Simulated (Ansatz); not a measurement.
# Loss of H2: BH(CH3)2(SeH2) → B(CH3)2(SeH) + H2

Species: BH(CH3)2(SeH2), singlet; B(CH3)2(SeH), singlet; H2 (hydrogen), singlet. 

Shapes, held fixed at every level: PBE0-D4/def2-TZVP. Flexible molecules stand in one conformer, not always the lowest. Programs: Ansatz 0.2.0. The zero-point and thermal change to 298 K, harmonic and unscaled (PBE0-D4/def2-TZVP), is -12.1 kJ/mol.

Q: Estimate ΔH(298 K) of this reaction.

A: The highest level, CCSD(T)/def2-TZVPP, gives ΔH(298 K) = -63.8 kJ/mol; the levels span -82.3 to -57.7. The column of differences is taken from that level and isn't an error. No measured value is set beside it here. Relativity is left out for Se. Outer-core shells of Se are correlated in most correlated rows, in sets that cover them unevenly.

| level | kind | ΔH(298 K) (kJ/mol) | less CCSD(T)/def2-TZVPP |
| --- | --- | --- | --- |
| HF/def2-SVP | Hartree–Fock | -82.3 | -18.5 |
| PBE-D4/def2-TZVPP | GGA | -57.7 | +6.1 |
| BHLYP-D4/def2-TZVPP | global hybrid | -67.4 | -3.6 |
| wB97X-V/def2-TZVPP | range-separated hybrid | -63.0 | +0.8 |
| MP2/def2-TZVPP | perturbation theory | -66.6 | -2.8 |
| CCSD(T)/def2-SVP | coupled cluster or CI | -61.3 | +2.5 |
| CCSD/def2-SVP | coupled cluster or CI | -61.5 | +2.3 |
| CCSD(T)/def2-TZVPP | coupled cluster or CI | -63.8 | 0.0 |

Loss of H2 is exothermic at every level, and the sign doesn't depend on the treatment of correlation. The driving force is the exchange of a weak donor–acceptor contact between Se and B, together with one B–H and one Se–H bond, for a covalent B–Se bond and the strong H–H bond. Hydridic hydrogen on boron and protic hydrogen on selenium suit this elimination, and donation from a selenium lone pair into the empty boron p orbital probably adds some stability to the product.

In the same small basis, Hartree–Fock gives -82.3 kJ/mol against -61.5 with CCSD. Correlation therefore favours the reactant, probably because mean-field theory underbinds the Se–B contact, where dispersion and charge transfer both count. Triples barely alter the result, which suggests little multireference character. The exothermicity implies nothing about rate: direct elimination may face a substantial barrier, and the weakly held reactant could instead separate into borane and H2Se.
